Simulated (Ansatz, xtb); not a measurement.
**CH4AlO: which of two isomers lies lower**

We compare X, `C[O][AlH]`, a doublet, with Y, `[CH2][AlH][OH]`, a doublet. Both are isolated molecules in the gas phase, relaxed with r2SCAN-D4/def2-SVP; the shapes shown needn't be the lowest conformers.

X (Å):

```csv
atom,x (Å),y (Å),z (Å)
C,-1.6193,-0.8160,-1.2225
Al,-1.2904,1.2783,0.8138
O,-0.9912,0.0446,-0.3231
H,-1.4059,-1.8686,-0.9630
H,-2.7190,-0.6894,-1.2421
H,-1.2423,-0.6458,-2.2471
H,0.0355,1.8486,1.5249
```

Y (Å):

```xyz
7

C    -0.5582   -0.3081   -1.6691
Al    0.7615    0.0309   -0.3120
O     0.3927    1.2641    0.8124
H     2.1294   -0.7687   -0.2086
H    -1.5079    0.2400   -1.7483
H    -0.4587   -1.0683   -2.4568
H     0.9524    1.5433    1.5415
```

Energies in hartree; the thermal terms are from r2SCAN-D4/def2-SVP harmonic frequencies (ideal gas, rigid rotor, one conformer each, 200 K, 1 atm) and include the zero-point energy:

```
                              X           Y
E, CCSD(T)/def2-SVP  −357.225700  −357.231945
    E, MP2/def2-SVP  −357.185163  −357.190981
  E, MP2/def2-TZVPP  −357.507164  −357.519125
  zero-point energy     0.047102     0.042919
       H(200 K) − E     0.050770     0.046385
       G(200 K) − E     0.029908     0.025940
```

Task: Correct the CCSD(T) difference for the basis set by the MP2 change, then work out ΔE, ΔE₀, ΔH and ΔG for X → Y in kJ/mol (1 Eh = 2625.50 kJ/mol) and the equilibrium ratio [Y]/[X].

Result: 1. Differences Y − X: CCSD(T) −0.006245, MP2 in the small set −0.005818, MP2 in the large set −0.011961 Eh.
2. ΔE = −0.006245 + (−0.011961 − (−0.005818)) = −0.012388 Eh = −32.52 kJ/mol.
3. ΔE₀ = ΔE + ΔZPE = −0.012388 + (−0.004183) Eh = −43.51 kJ/mol.
4. ΔH = ΔE + (−0.004385) Eh = −44.04 kJ/mol.
5. ΔG = ΔE + (−0.003968) Eh = −42.94 kJ/mol, so ΔS = (ΔH − ΔG)/T = −5.5 J/(mol K).
6. kT = 0.6334 mEh, so K = [Y]/[X] = exp(−ΔG/kT) = exp(+25.82) ≈ 1.6 × 10^11.

Structure Y is favoured at this temperature. An error of 4 kJ/mol in ΔG would change K by a factor of 11. The basis-set step is large, which makes the value less sure. GFN2-xTB gave ΔE the other sign. Mirror images and further conformers aren't counted.

As drawn, Y has 1 C–Al, 1 O–H in place of 1 C–O, 1 C–H.

Other levels gave ΔE = +60.6 (GFN2-xTB); −45.8 (HF/STO-3G, GFN2-xTB geometries); −12.5 (r2SCAN-D4/def2-SVP//GFN2-xTB); −18.7 (r2SCAN-D4/def2-SVP); −39.1 (HF/def2-SVP); −15.3 (MP2/def2-SVP); −16.4 (CCSD(T)/def2-SVP) kJ/mol. Open shells are spin-unrestricted. The correlated steps freeze 7 core orbitals. Programs: Ansatz 0.2.0, xtb 6.7.1.

Y lies lower chiefly because aluminium becomes trivalent. In X, a methoxy-aluminium hydride, the metal is formally Al(II) and the unpaired electron probably sits largely in an Al 3s/3p hybrid. In Y, aluminium is formally Al(III), with bonds to carbon, hydrogen and oxygen, and the radical site moves to the CH2 carbon. The new Al–C and O–H bonds thus outweigh the loss of C–O and C–H bonds, while the strong Al–O link is kept.

Zero-point energy widens the gap from −32.52 to −43.51 kJ/mol, probably because stiff methyl bending modes give way to softer motions about aluminium. Entropy hardly matters, as expected for an isomerisation that leaves the number of molecules unchanged. MP2 and CCSD(T) nearly agree in the small basis, whereas Hartree–Fock favours Y more strongly, so correlation at that level favours X without reversing the order. The equilibrium ratio says nothing about rate: conversion must break the C–O bond and move a hydrogen, and no barrier was computed.
